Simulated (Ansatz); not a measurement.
## Redistribution: 2 C3H5F3O → C3H6F2O + C3H4F4O

Gas-phase species: C3H5F3O `CC(F)OC(F)F`, singlet; C3H6F2O `CCOC(F)F`, singlet; C3H4F4O `FCC(F)OC(F)F`, singlet. The partners trade F for H; both sit on C, so the bond types are kept.

Shapes, held fixed at every level: PBE0-D4/def2-TZVP. Flexible molecules stand in one conformer, not always the lowest. Programs: Ansatz 0.2.0. Electronic energies: no zero-point or thermal term.

```tsv
level	kind	ΔE (kJ/mol)	less CCSD(T)/CBS estimate
PBE-D4/def2-TZVPP	GGA	+61.9	-0.4
B3LYP-D4/def2-TZVPP	global hybrid	+60.4	-1.9
wB97M-V/def2-TZVPP	range-separated hybrid	+64.6	+2.3
B2PLYP/def2-TZVPP	double hybrid	+61.3	-1.0
MP2/def2-TZVPP	perturbation theory	+64.1	+1.8
CCSD(T)/def2-TZVPP	coupled cluster or CI	+62.2	-0.1
CCSD/def2-TZVPP	coupled cluster or CI	+60.6	-1.7
CCSD(T)/CBS estimate	coupled cluster or CI	+62.3	0.0
```

The highest level, CCSD(T)/CBS estimate, gives ΔE = +62.3 kJ/mol; the levels span +60.4 to +64.6. The column of differences is taken from that level and isn't an error. No measured value is set beside it here. The CBS estimate extrapolates MP2 from def2-TZVPP and def2-QZVPP and adds CCSD(T) − MP2 in the triple-zeta set, cores frozen.

Redistribution is clearly uphill in electronic energy at every level, with +62.3 kJ/mol at the highest. Although the count of C–F and C–H bonds is conserved, their surroundings are not: one fluorine effectively leaves the ether-bound CHF carbon and reappears on a terminal CH2F group. This gives up a geminal O–C–F arrangement, in which oxygen lone-pair donation into the C–F antibonding orbital and the strongly polar bonds to a shared carbon are stabilising. The new C–F bond has no oxygen on its own carbon and sits next to an already electron-poor one, which probably adds to the cost.

Connected triples raise the CCSD value from +60.6 to +62.2 kJ/mol, a small correction consistent with similar bonding on both sides. The close agreement of PBE-D4 probably reflects cancellation of errors in this balanced exchange, and does not establish it as generally better than the hybrids. The total energies alone cannot separate the lost anomeric stabilisation from the vicinal fluorine effect.
